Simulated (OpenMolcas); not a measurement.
# P2H2 (SMILES [H]/P=P/[H]): methods side by side

P2H2 has 4 atoms, charge 0, and is taken as a singlet. As SMILES, `[H]/P=P/[H]`. The shape is that of a GFN2-xTB optimisation.

```csv
atom,x (Å),y (Å),z (Å)
P,-0.0244,-1.0036,0.0883
P,0.0244,1.0035,-0.0883
H,1.0373,-1.0676,1.0033
H,-1.0373,1.0677,-1.0034
```

Each level gives the energy change with the P2–H4 bond stretched from 1.403 to 1.754 Å (eV). The values are calculated.

```json
{"level": "HF/STO-3G (restricted)", "kind": "Hartree–Fock", "program": "OpenMolcas", "value (eV)": "1.38", "less FCI/STO-3G": "+0.49", "CPU time (all runs)": "2.5 s"}
{"level": "SVWN5/STO-3G (restricted)", "kind": "LDA", "program": "OpenMolcas", "value (eV)": "0.88", "less FCI/STO-3G": "-0.01", "CPU time (all runs)": "4.8 s"}
{"level": "PBE/STO-3G (restricted)", "kind": "GGA", "program": "OpenMolcas", "value (eV)": "0.82", "less FCI/STO-3G": "-0.07", "CPU time (all runs)": "5.9 s"}
{"level": "r2SCAN/STO-3G (restricted)", "kind": "meta-GGA", "program": "OpenMolcas", "value (eV)": "0.92", "less FCI/STO-3G": "+0.03", "CPU time (all runs)": "6.7 s"}
{"level": "B3LYP/STO-3G (restricted)", "kind": "global hybrid", "program": "OpenMolcas", "value (eV)": "0.93", "less FCI/STO-3G": "+0.04", "CPU time (all runs)": "5.4 s"}
{"level": "PBE0/STO-3G (restricted)", "kind": "global hybrid", "program": "OpenMolcas", "value (eV)": "1.00", "less FCI/STO-3G": "+0.11", "CPU time (all runs)": "5 s"}
{"level": "ACPF/STO-3G (restricted)", "kind": "coupled cluster or CI", "program": "OpenMolcas", "value (eV)": "0.89", "less FCI/STO-3G": "0.00", "CPU time (all runs)": "2.8 s"}
{"level": "FCI/STO-3G", "kind": "exact in the basis", "program": "OpenMolcas", "value (eV)": "0.89", "less FCI/STO-3G": "0.00", "CPU time (all runs)": "6.6 s"}
```

FCI/STO-3G is exact within its basis and frozen core, so for wave-function methods in that basis the difference is their error; functionals converge differently with the basis, so for them it is only a difference. The first shape isn't each level's own minimum. The values span 0.82 to 1.38 eV. All rows use very small basis sets, so even the best lies far from the true value. Times are those of the runs behind each value, whatever else they computed, on shared processors of several kinds: orders of magnitude only.

Restricted Hartree–Fock makes stretching the P–H bond far too costly, at 1.38 eV against 0.89 eV for FCI. The gap of 0.49 eV is the correlation energy gained as the bond lengthens. With both bonding electrons in one doubly occupied σ orbital, the ionic terms keep a fixed, large weight, whereas the exact wave function mixes in σ* character and lets the electrons separate onto P and H. ACPF recovers this effect to the printed precision, so at this stretch the bond is still well described from a single reference determinant.

The functionals all lie well below Hartree–Fock, probably because approximate exchange mimics part of this left–right correlation. Replacing some of it with exact exchange raises the cost, from 0.82 eV in PBE to 1.00 eV in PBE0. The exchange fraction isn't the only factor, however, since r2SCAN, which has none, nearly matches B3LYP. The agreement between ACPF and FCI can't be carried over to full P–H dissociation, where σ and σ* become near-degenerate.
